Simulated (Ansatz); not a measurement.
## Sr2SnN2: energy above lowest point against volume scale

All results are calculated (Ansatz 0.2.0). Free energy against uniform scaling of the volume at fixed shape and fractions; periodic cell, basis, potentials, k mesh and filling as listed.

The cell before it is scaled or strained (space group I4/mmm, No. 139):
```
Sr2SnN2
1.0
     -1.9273     1.9273     6.8942
      1.9273    -1.9273     6.8942
      1.9273     1.9273    -6.8942
Sr Sn N
2 1 2
Direct
  0.16014 0.16014 0.00000
  0.83986 0.83986 0.00000
  0.50000 0.50000 0.00000
  0.65247 0.65247 0.00000
  0.34753 0.34753 0.00000
```

Settings of every row: functional PBE; dispersion none; potentials PAW; wave cutoff 500 eV; density cutoff 2000 eV; k mesh 8x8x8; k shift 0x0x0; occupations fermi dirac; smearing width 0.01 eV; spin none.

Limits: coarse k mesh, up to 40 meV an atom off; the cell comes from a prototype or a list of computed structures and needn't be the stable phase.

| row | volume scale | V (Å³/atom) | energy above lowest point (meV/atom) |
| --- | --- | --- | --- |
| 1 | 0.9 | 18.438 | 45.4 |
| 2 | 0.925 | 18.95 | 22.4 |
| 3 | 0.95 | 19.462 | 7.8 |
| 4 | 0.975 | 19.975 | ? |
| 5 | 1 | 20.487 | 0 |
| 6 | 1.025 | 20.999 | 4.9 |
| 7 | 1.05 | 21.511 | 14.6 |
| 8 | 1.075 | 22.023 | 28.6 |
| 9 | 1.1 | 22.535 | 46.3 |

Question: what energy above lowest point should row 4 give?

Worked fit of energy above lowest point. Take u = (V_r/V)^(2/3) − 1 with V_r = 20.743 Å³ an atom, which is twice the finite (Eulerian) strain; such expansions in the strain, on which the Birch-Murnaghan equation of state is built, carry the rest volume and the bulk modulus. The shown rows have u = 0.0817, 0.06212, 0.04341, 0.00831, -0.00814, -0.02395, -0.03913, -0.05374. Least squares give energy above lowest point = 1.78 − 298.6 × u + 9989 × u² + 2477 × u³ meV/atom; a parabola predicts inner rows, each left out in turn, worse (root mean square 0.2 against 0.05 meV/atom). All shown rows lie on it to the printed digit. Its lowest point lies at u = 0.0149, or V = 20.29 Å³ an atom, and the curvature there gives the bulk modulus at fixed shape and fractions, B = (4/9)(1 + u)² E″(u)/V = 73 GPa. Letting shape and atoms relax would as a rule lower it, by much in layered, chain or molecular crystals. The withheld row has u = 0.02547, so the fit gives 1.78 − 298.6 × (0.02547) + 9989 × (0.02547)² + 2477 × (0.02547)³ = 0.7 meV/atom.

The calculation gave 0.7 meV/atom. The fit meets it to the printed digit.
